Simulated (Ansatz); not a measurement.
# From SiH3(GeH3) to Ge(OH)3(SiH3): predicting a member

Gas-phase molecules. On one Ge centre that keeps SiH3, n of the H ligands are replaced by OH. The HOMO–LUMO gap y in eV at wB97M-V/def2-TZVPP. Shapes: PBE0-D4/def2-TZVP. Flexible molecules stand in one conformer, not always the lowest. Programs: Ansatz 0.2.0.

```
      molecule  n  y (eV)
    SiH3(GeH3)  0   12.28
GeH2(OH)(SiH3)  1       ?
GeH(OH)2(SiH3)  2   11.35
 Ge(OH)3(SiH3)  3   11.99
```

Q: Fit y = c + s·n to the known rows and predict GeH2(OH)(SiH3).

A: 
1. Means of the 3 rows: n = 1.66667, y = 11.873.
2. Σ(Δn)² = 4.6667, Σ(Δn·Δy) = -0.69667, so the slope is -0.69667/4.6667 = -0.14929.
3. Intercept: 11.873 − (-0.14929) × 1.66667 = 12.122. The largest residual of the fit is 0.47.
4. GeH2(OH)(SiH3): 12.122 + (-0.14929) × 1 = 11.97 eV.

The run gave 11.26 eV, so the prediction is off by +0.71 eV, more than the largest residual. The step per swap changes from -1.02 to +0.64 eV along the series, so a line misses the bend. Other levels give for GeH2(OH)(SiH3): B3LYP-D4/def2-TZVPP 6.95; wB97X-V/def2-TZVPP 11.70 eV. Orbital gaps aren't excitation energies, and the LUMO depends on the basis. Relativity is left out for Ge. The series isn't monotonic at this level.

The first OH does most of the work: it lowers the gap from 12.28 to 11.26 eV, the second barely changes it, and the third recovers much of the loss. The parent differs in kind from the other members, as it has no oxygen lone pairs, so a line anchored on it misses the abrupt drop at the first swap. The bend probably reflects two competing effects. Lone pairs on oxygen can mix with the Ge–Si σ bond and push the highest occupied level up, while the electronegative OH groups withdraw charge from germanium and pull that level down. By Bent's rule, further OH groups also leave more germanium s character in the Ge–Si bond, which should strengthen it and widen its σ–σ* separation. The much smaller B3LYP gap probably reflects its lack of full exact exchange at long range. The series supports a non-additive substituent effect, but gaps alone can't show whether the occupied or the empty level drives it.
